**Orbital gaps, overlap and state character in six singlets of an amino-isocyano-thiophene**

The table holds energies, oscillator strengths, hole-electron distances, exciton sizes and overlap $\lambda$ of six vertical singlets of 2-isocyano-5-(dimethylamino)thiophene from TDA CAM-B3LYP/def2-SVP in the gas phase (PySCF, GFN2-xTB geometry). The program forms $B$, the orbital gap of the main pair less the excitation energy, and fits $B = a - k\lambda^2$ to S1–S5 by least squares, beside a constant $B$ and a form with an inverse-size attraction. The rms errors are 0.13, 0.51 and 0.25 eV in that order, and a fit without S1 predicts its $B$ as 2.27 eV against the computed 2.30 eV, though the model does not resolve the S1/S2 order. The output also shows that $\lambda$ does not order the intensities, that the hole-electron distance supplies at most 20 % of the squared exciton size, and that the charge shift of S6 is nearly opposite to that of S1.

Vertical singlet excitations of neutral 2-isocyano-5-(dimethylamino)thiophene in the gas phase, computed with PySCF 2.14.0 at the TDA CAM-B3LYP/def2-SVP level on a GFN2-xTB geometry. Density fitting was used, the 14 core orbitals were frozen in the response, and six singlets were sought.

## Analysis program

```python
# Table: six vertical TDA singlets of 2-isocyano-5-(dimethylamino)thiophene, PySCF, CAM-B3LYP/def2-SVP, gas phase.
# Tested: B = orbital gap - E against overlap lambda and exciton size; intensity; split of the exciton size.
T = {
    'row': [1, 2, 3, 4, 5, 6],
    'singlet_state': [1, 2, 3, 4, 5, 6],
    'singlet_energy': [4.74, 4.9, 5.69, 6.07, 6.41, 6.56],  # eV
    'singlet_oscillator_strength': [0.559, 0.019, 0.0, 0.018, 0.0, 0.034],
    'singlet_hole_electron_distance': [1.1, 1.23, 1.4, 0.29, 0.53, 1.8],  # angstrom
    'singlet_exciton_size': [3.39, 3.38, 3.43, 3.04, 2.64, 4.02],  # angstrom
    'singlet_orbital_overlap_lambda': [0.73, 0.45, 0.46, 0.59, 0.4, 0.59],
    'singlet_main_from': ['HOMO', 'HOMO', 'HOMO', 'HOMO-1', 'HOMO-1', 'HOMO'],
    'singlet_main_to': ['LUMO', 'LUMO+1', 'LUMO+2', 'LUMO', 'LUMO+1', 'LUMO+3'],
}
import numpy as np
from scipy import constants as C
E = np.array(T['singlet_energy']); f = np.array(T['singlet_oscillator_strength'])
d = np.array(T['singlet_hole_electron_distance']); R = np.array(T['singlet_exciton_size'])
lam = np.array(T['singlet_orbital_overlap_lambda'])
fr, to = T['singlet_main_from'], T['singlet_main_to']
# Further outputs of the same run (typed in): orbital energies eV, main weights, widths A, correlation, dipoles
eps = {'HOMO-1': -8.8212, 'HOMO': -6.7761, 'LUMO': 0.2610, 'LUMO+1': 1.4240, 'LUMO+2': 2.2857}
w = [0.898, 0.897, 0.762, 0.600, 0.714, 0.426]
sh = np.array([2.364, 2.362, 2.411, 1.991, 1.713, 2.320]); se = np.array([2.425, 2.399, 2.556, 2.385, 2.005, 3.099])
r = np.array([0.101, 0.126, 0.207, 0.050, 0.040, 0.142])
tdm = np.array([[-1.9509, -0.9935, 0.1435], [0.3336, 0.2137, -0.021], [0.0018, -0.0421, 0.0296],
                [0.1229, 0.325, 0.0601], [0.0105, 0.0074, -0.0368], [0.0582, -0.1568, 0.4287]])
du = np.array([[-4.418, -2.785, 0.753], [-1.498, -5.596, 1.218], [-4.237, -5.118, 1.118],
               [-0.945, 1.047, 0.119], [0.719, -2.385, 0.464], [6.96, 5.114, -0.331]])
dr = np.array([[-2.596, -1.35, 0.326], [-1.296, -2.657, 0.488], [-3.423, -2.804, 0.517], [-0.212, 0.278, 0.187]])
mu0 = np.array([-5.4997, -3.2642, 0.4015]); dST = 1.8207
Ha = C.physical_constants['Hartree energy in eV'][0]; ke = C.e/(4*np.pi*C.epsilon_0*1e-10)
nrm = np.linalg.norm
ang = lambda u, v: np.degrees(np.arccos(np.clip(u@v/(nrm(u)*nrm(v)), -1, 1)))
rms = lambda x: np.sqrt(np.mean(x**2))
gap = np.array([eps[to[i]]-eps[fr[i]] for i in range(5)]); B = gap-E[:5]; L = lam**2
fit = lambda X, y: np.linalg.lstsq(X, y, rcond=None)[0]
X1 = np.c_[np.ones(5), -L[:5]]; a, k = fit(X1, B); r1 = B-X1@[a, k]
X2 = np.c_[ke/R[:5], -L[:5]]; c2, k2 = fit(X2, B); r2 = B-X2@[c2, k2]
r0 = B-B.mean()
print("Energies (eV). B = gap - E; residuals of: constant | a-k*lam^2 | c*e2/size-k*lam^2")
for i in range(5):
    print(f"S{i+1} {fr[i]}>{to[i]} weight {w[i]:.2f} gap {gap[i]:.2f} E {E[i]:.2f} B {B[i]:.2f} lam {lam[i]:.2f} | {r0[i]:+.2f} {r1[i]:+.2f} {r2[i]:+.2f}")
print(f"spread S1-S5: gap {np.ptp(gap):.2f} eV, E {np.ptp(E[:5]):.2f} eV, B {np.ptp(B):.2f} eV")
print(f"constant B = {B.mean():.2f} eV: rms {rms(r0):.2f}, worst S{np.abs(r0).argmax()+1}")
print(f"a = {a:.2f} eV, k = {k:.2f} eV: rms {rms(r1):.2f}, worst S{np.abs(r1).argmax()+1}")
print(f"c = {c2:.2f}, k = {k2:.2f} eV: rms {rms(r2):.2f}, worst S{np.abs(r2).argmax()+1}")
print(f"rounding: E 0.005 eV; lambda 0.005 moves k*lam^2 by up to {2*k*lam.max()*0.005:.3f} eV")
a3, k3 = fit(X1[1:], B[1:])
print(f"fit without S1: a {a3:.2f}, k {k3:.2f}; predicts B(S1) {a3-k3*L[0]:.2f}, computed {B[0]:.2f} eV")
print(f"LUMO to LUMO+1: gap +{gap[1]-gap[0]:.2f}; E +{E[1]-E[0]:.2f} (S1,S2), +{E[4]-E[3]:.2f} (S4,S5) eV")
print(f"HOMO to HOMO-1: gap +{gap[3]-gap[0]:.2f}; E +{E[3]-E[0]:.2f} (S1,S4), +{E[4]-E[1]:.2f} (S2,S5) eV")
print(f"B(S2)-B(S1) {B[1]-B[0]:.2f} eV; gap(S4)-gap(S3) {gap[3]-gap[2]:.2f}, E(S4)-E(S3) {E[3]-E[2]:.2f} eV")
print(f"T1 = {E[0]-dST:.2f} eV, B(T1) {gap[0]-E[0]+dST:.2f} eV; S1-T1 {dST:.2f} eV, k*lam^2(S1) {k*L[0]:.2f} eV")
print(f"T2 below S1 means S2-T2 > {E[1]-E[0]:.2f} eV; k*lam^2(S2) {k*L[1]:.2f} eV")
print(f"S6 not fitted (LUMO+3 energy not given, weight {w[5]:.2f}): B > {gap[2]-E[5]:.2f} eV, model B {a-k*L[5]:.2f} eV")
print(f"S6 implied acceptor level {E[5]+a-k*L[5]+eps['HOMO']:.2f} eV; LUMO+2 is at {eps['LUMO+2']:.2f} eV")
print("Intensity: f = (2/3) E |mu|^2; axis angle to the S1 moment (sign arbitrary)")
fc = 2/3*E/Ha*np.sum(tdm**2, axis=1)
for i in range(6):
    t = ang(tdm[i], tdm[0]); t = min(t, 180-t)
    print(f"S{i+1} lam {lam[i]:.2f} |mu| {nrm(tdm[i]):.3f} au f {fc[i]:.5f} (table {f[i]:.3f}) angle {t:.0f} deg")
q = nrm(tdm[1])/nrm(tdm[0])
print(f"f(S1)/f(S2) {fc[0]/fc[1]:.0f}, f(S1)/f(S4) {fc[0]/fc[3]:.0f}, f(S6)/f(S4) {fc[5]/fc[3]:.1f}, f(S2)/f(S3) {fc[1]/fc[2]:.0f}")
print(f"S1 share of summed f {100*fc[0]/fc.sum():.0f} %; |mu2|/|mu1| {q:.2f}, squared {100*q*q:.1f} %")
print("Size (A): size^2 = d^2 + sh^2 + se^2 - 2 r sh se; shift angle to that of S1")
Rc = np.sqrt(d**2+sh**2+se**2-2*r*sh*se)
for i in range(6):
    print(f"S{i+1} d {d[i]:.2f} sh {sh[i]:.2f} se {se[i]:.2f} size {Rc[i]:.2f} (table {R[i]:.2f}) d^2 share {100*d[i]**2/R[i]**2:.0f} % d/sh {d[i]/sh[i]:.2f} angle {ang(du[i], du[0]):.0f} deg")
print(f"largest gap between identity and table {np.abs(Rc-R).max():.3f} A (rounding 0.005 A)")
print(f"S1 dipole change vs ground dipole ({nrm(mu0):.2f} D): {ang(du[0], mu0):.0f} deg; S6: {ang(du[5], mu0):.0f} deg")
for i in range(4):
    print(f"S{i+1} dipole change unrelaxed {nrm(du[i]):.1f} D, relaxed {nrm(dr[i]):.1f} D, kept {100*nrm(dr[i])/nrm(du[i]):.0f} %")
assert B.argmin() == 0 and lam.argmax() == 0 and k > 0
assert E[1]-E[0] < gap[1]-gap[0] and E[4]-E[3] < gap[1]-gap[0]
assert np.all(d < sh) and np.abs(Rc-R).max() < 0.012
assert ang(du[5], du[0]) > 150
```

It prints:

```
Energies (eV). B = gap - E; residuals of: constant | a-k*lam^2 | c*e2/size-k*lam^2
S1 HOMO>LUMO weight 0.90 gap 7.04 E 4.74 B 2.30 lam 0.73 | -0.87 +0.00 -0.05
S2 HOMO>LUMO+1 weight 0.90 gap 8.20 E 4.90 B 3.30 lam 0.45 | +0.14 -0.18 +0.23
S3 HOMO>LUMO+2 weight 0.76 gap 9.06 E 5.69 B 3.37 lam 0.46 | +0.21 -0.08 +0.37
S4 HOMO-1>LUMO weight 0.60 gap 9.08 E 6.07 B 3.01 lam 0.59 | -0.15 +0.05 -0.14
S5 HOMO-1>LUMO+1 weight 0.71 gap 10.25 E 6.41 B 3.84 lam 0.40 | +0.67 +0.20 -0.31
spread S1-S5: gap 3.21 eV, E 1.67 eV, B 1.54 eV
constant B = 3.16 eV: rms 0.51, worst S1
a = 4.21 eV, k = 3.60 eV: rms 0.13, worst S5
c = 0.82, k = 2.14 eV: rms 0.25, worst S3
rounding: E 0.005 eV; lambda 0.005 moves k*lam^2 by up to 0.026 eV
fit without S1: a 4.22, k 3.66; predicts B(S1) 2.27, computed 2.30 eV
LUMO to LUMO+1: gap +1.16; E +0.16 (S1,S2), +0.34 (S4,S5) eV
HOMO to HOMO-1: gap +2.05; E +1.33 (S1,S4), +1.51 (S2,S5) eV
B(S2)-B(S1) 1.00 eV; gap(S4)-gap(S3) 0.02, E(S4)-E(S3) 0.38 eV
T1 = 2.92 eV, B(T1) 4.12 eV; S1-T1 1.82 eV, k*lam^2(S1) 1.92 eV
T2 below S1 means S2-T2 > 0.16 eV; k*lam^2(S2) 0.73 eV
S6 not fitted (LUMO+3 energy not given, weight 0.43): B > 2.50 eV, model B 2.96 eV
S6 implied acceptor level 2.74 eV; LUMO+2 is at 2.29 eV
Intensity: f = (2/3) E |mu|^2; axis angle to the S1 moment (sign arbitrary)
S1 lam 0.73 |mu| 2.194 au f 0.55900 (table 0.559) angle 0 deg
S2 lam 0.45 |mu| 0.397 au f 0.01890 (table 0.019) angle 6 deg
S3 lam 0.46 |mu| 0.051 au f 0.00037 (table 0.000) angle 68 deg
S4 lam 0.59 |mu| 0.353 au f 0.01849 (table 0.018) angle 44 deg
S5 lam 0.40 |mu| 0.039 au f 0.00024 (table 0.000) angle 67 deg
S6 lam 0.59 |mu| 0.460 au f 0.03403 (table 0.034) angle 84 deg
f(S1)/f(S2) 30, f(S1)/f(S4) 30, f(S6)/f(S4) 1.8, f(S2)/f(S3) 51
S1 share of summed f 89 %; |mu2|/|mu1| 0.18, squared 3.3 %
Size (A): size^2 = d^2 + sh^2 + se^2 - 2 r sh se; shift angle to that of S1
S1 d 1.10 sh 2.36 se 2.42 size 3.39 (table 3.39) d^2 share 11 % d/sh 0.47 angle 0 deg
S2 d 1.23 sh 2.36 se 2.40 size 3.38 (table 3.38) d^2 share 13 % d/sh 0.52 angle 42 deg
S3 d 1.40 sh 2.41 se 2.56 size 3.43 (table 3.43) d^2 share 17 % d/sh 0.58 angle 18 deg
S4 d 0.29 sh 1.99 se 2.38 size 3.04 (table 3.04) d^2 share 1 % d/sh 0.15 angle 80 deg
S5 d 0.53 sh 1.71 se 2.00 size 2.64 (table 2.64) d^2 share 4 % d/sh 0.31 angle 73 deg
S6 d 1.80 sh 2.32 se 3.10 size 4.02 (table 4.02) d^2 share 20 % d/sh 0.78 angle 173 deg
largest gap between identity and table 0.004 A (rounding 0.005 A)
S1 dipole change vs ground dipole (6.41 D): 5 deg; S6: 174 deg
S1 dipole change unrelaxed 5.3 D, relaxed 2.9 D, kept 56 %
S2 dipole change unrelaxed 5.9 D, relaxed 3.0 D, kept 51 %
S3 dipole change unrelaxed 6.7 D, relaxed 4.5 D, kept 66 %
S4 dipole change unrelaxed 1.4 D, relaxed 0.4 D, kept 28 %
```
